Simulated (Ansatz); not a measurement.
## From the elastic tensor of HfSi to moduli and sound speeds

Computed with Ansatz 0.2.0, DFT PBE0, scalar-relativistic, plane waves, PAW. Settings: 420 eV plane-wave cutoff, Γ-centred 10×10×10 mesh, Fermi-Dirac smearing of 0.15 eV. No spin polarisation.

Symmetry: Fm-3m, No. 225, cubic system. Conventional cell: a = 5.342 Å, b = 5.342 Å, c = 5.342 Å, α = 90.00°, β = 90.00°, γ = 90.00°. Around Hf (site symmetry m-3m) lie 6 Si at 2.67 Å. Si (site symmetry m-3m) is surrounded by 6 Hf at 2.67 Å.

The cell is the ideal cubic rocksalt prototype; whether it is the stable structure of this composition wasn't checked. In a metal, frequencies and elastic constants depend on the k mesh and the smearing, soft modes and shear constants most. Spin–orbit coupling is left out, which can shift energies with elements as heavy as these.

Relaxed-ion constants (GPa, on the Cartesian axes of the calculation):
C11 = 273.5, C12 = 49.4, C13 = 49.4, C22 = 273.5, C23 = 49.4, C33 = 273.5, C44 = 23.3, C55 = 23.3, C66 = 23.3 GPa; the others vanish.

Density 9.000 g/cm³; 2 atoms in 38.12 Å³.

The values that follow are for a polycrystal of randomly turned grains, by Hill's mean where one number stands. In a crystal this anisotropic the Voigt and Reuss bounds lie far apart, so Hill's mean and the sound speeds and Debye temperature from it are rough.

- Bulk modulus, Voigt / Reuss / Hill: 124.1 / 124.1 / 124.1 GPa
- Shear modulus, Voigt / Reuss / Hill: 58.8 / 34.1 / 46.4 GPa
- Young's modulus: 124 GPa
- Poisson ratio: 0.334
- Pugh ratio B/G: 2.67 (over 1.75, the rule of thumb for ductile)
- Universal anisotropy index: 3.62
- Longitudinal and transverse sound speeds: 4547 and 2272 m/s
- Debye temperature from the mean sound speed: 284 K

Cost: 1 run of about 50 core-minutes, on Arm Neoverse V2 (shared hosts).

The elastic constants meet the Born criteria for a cubic crystal, so this rocksalt cell resists small homogeneous strains, but it does so very unevenly. C11 is 273.5 GPa, while C44 is only 23.3 GPa. The geometry explains much of this: strain along a cube axis stretches the straight Hf–Si chains, whereas the C44 shear mainly bends right angles and leaves the nearest-neighbour lengths unchanged to first order. Its resistance must come from angular forces and more distant neighbours, which are probably weak here because the diffuse Si 3p states give less directional p–d bonding than the 2p states in the related carbide. Young's modulus is therefore highest along the cube axes and lowest along the body diagonals.

C12 exceeds C44, and B/G stays above the ductility threshold at both shear bounds, but this reflects one easy shear and doesn't establish plasticity. Known HfSi is orthorhombic, with a different bonding network, so these moduli shouldn't be carried over to the real compound.
